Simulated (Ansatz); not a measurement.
The HOMO–LUMO gap down a group: C to Sn

One atom is swapped for its congeners: C2H5Cl (chloroethane) `CCCl`; SiH2(CH3)Cl ((chlorosilyl)methane); GeH2(CH3)Cl; SnH2(CH3)Cl. All are singlets with charge 0.

Shapes, held fixed at every level: PBE0-D4/def2-TZVP. Programs: Ansatz 0.2.0. Values in eV.

(1) How should the HOMO–LUMO gap change along the series?

## Answers

(1) At wB97X-V/def2-TZVPP the HOMO–LUMO gap falls at every step, from 13.76 to 12.10 eV. 1 of 6 levels show this order throughout; 2 agree on the largest and the smallest. For atoms past krypton def2 sets carry core potentials with scalar relativity. Relativity is left out for Ge unless named. Orbital gaps aren't excitation energies, and the LUMO depends on the basis.

```tsv
level	C2H5Cl	SiH2(CH3)Cl	GeH2(CH3)Cl	SnH2(CH3)Cl
SPW92/def2-TZVPP	6.63	6.76	6.19	5.52
PBE-D4/def2-TZVPP	6.72	6.95	6.36	5.67
B3LYP-D4/def2-TZVPP	8.63	8.74	8.11	7.31
PBE0-D4/def2-TZVPP	9.21	9.21	8.65	7.83
r2SCAN0-D4/def2-TZVPP	9.70	9.71	9.06	8.24
wB97X-V/def2-TZVPP	13.76	13.67	13.16	12.10
```

The secure part of the trend is the fall from silicon through germanium to tin, which every functional reproduces. The step from carbon to silicon is close to a tie: wB97X-V lowers the gap slightly, from 13.76 to 13.67 eV, PBE0 gives 9.21 eV for both, and the other four functionals raise it. A strictly monotonic decrease down the group is therefore not a firm conclusion.

The HOMO is probably mainly a chlorine lone pair throughout, with more metal–carbon σ character for the heavier members. Down the group the valence orbitals become more diffuse and overlap less well with those of chlorine and carbon, so the σ* levels drop and the σ levels rise, narrowing the gap. Between carbon and silicon, the strong, polar Si–Cl bond probably offsets much of this effect, so that small differences in how the functionals treat the frontier levels can decide the order. The gaps alone don't show how much of the narrowing comes from the HOMO and how much from the LUMO.
